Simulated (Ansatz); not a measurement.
# HfO₂: the change of energy above lowest point with volume scale

Free energy against uniform scaling of the volume at fixed shape and fractions; periodic cell, basis, potentials, k mesh and filling as listed. The results are calculated, by Ansatz 0.2.0.

The cell before it is scaled or strained (space group P4_2/mnm, No. 136):
```
CELL_PARAMETERS angstrom
4.81350 0.00000 0.00000
0.00000 4.81350 0.00000
0.00000 0.00000 3.20540
ATOMIC_POSITIONS crystal
Hf 0.00000 0.00000 0.00000
Hf 0.50000 0.50000 0.50000
O 0.19496 0.80504 0.50000
O 0.30504 0.30504 0.00000
O 0.69496 0.69496 0.00000
O 0.80504 0.19496 0.50000
```

Settings of every row: functional LDA; dispersion none; potentials PAW; wave cutoff 421.78 eV; density cutoff 1687.1 eV; k mesh 4x4x6; k shift 0x0x0; occupations fixed; smearing width 0 eV; spin none; SCF threshold exponent -9.

Limits: no spin-orbit coupling, which can matter with elements this heavy; the cell comes from a prototype or a list of computed structures and needn't be the stable phase.

```csv
row,volume scale,V (Å³/atom),energy above lowest point (meV/atom)
1,0.94,11.635,19.5
2,0.96,11.883,5.5
3,0.98,12.131,0
4,1,12.378,2.3
5,1.02,12.626,11.6
6,1.04,12.873,?
7,1.06,13.121,48.7
```

Question: what energy above lowest point should row 6 give?

Worked fit of energy above lowest point. Take u = (V_r/V)^(2/3) − 1 with V_r = 12.255 Å³ an atom, which is twice the finite (Eulerian) strain; such expansions in the strain, on which the Birch-Murnaghan equation of state is built, carry the rest volume and the bulk modulus. The shown rows have u = 0.03522, 0.02076, 0.0068, -0.00664, -0.01969, -0.0445. Least squares give energy above lowest point = 0.24 − 172.2 × u + 20497 × u² − 2338 × u³ meV/atom; a parabola predicts inner rows, each left out in turn, worse (root mean square 0.049 against 0.027 meV/atom). All shown rows lie on it to the printed digit. Its lowest point lies at u = 0.0042, or V = 12.18 Å³ an atom, and the curvature there gives the bulk modulus at fixed shape and fractions, B = (4/9)(1 + u)² E″(u)/V = 241 GPa. Letting shape and atoms relax would as a rule lower it, by much in layered, chain or molecular crystals. The withheld row has u = -0.03227, so the fit gives 0.24 − 172.2 × (-0.03227) + 20497 × (-0.03227)² − 2338 × (-0.03227)³ = 27.2 meV/atom.

The calculation gave 27.4 meV/atom. The fit lies 0.2 meV/atom (0.41 % of the column's range) below it; its largest miss of a shown row is 0.0 meV/atom.
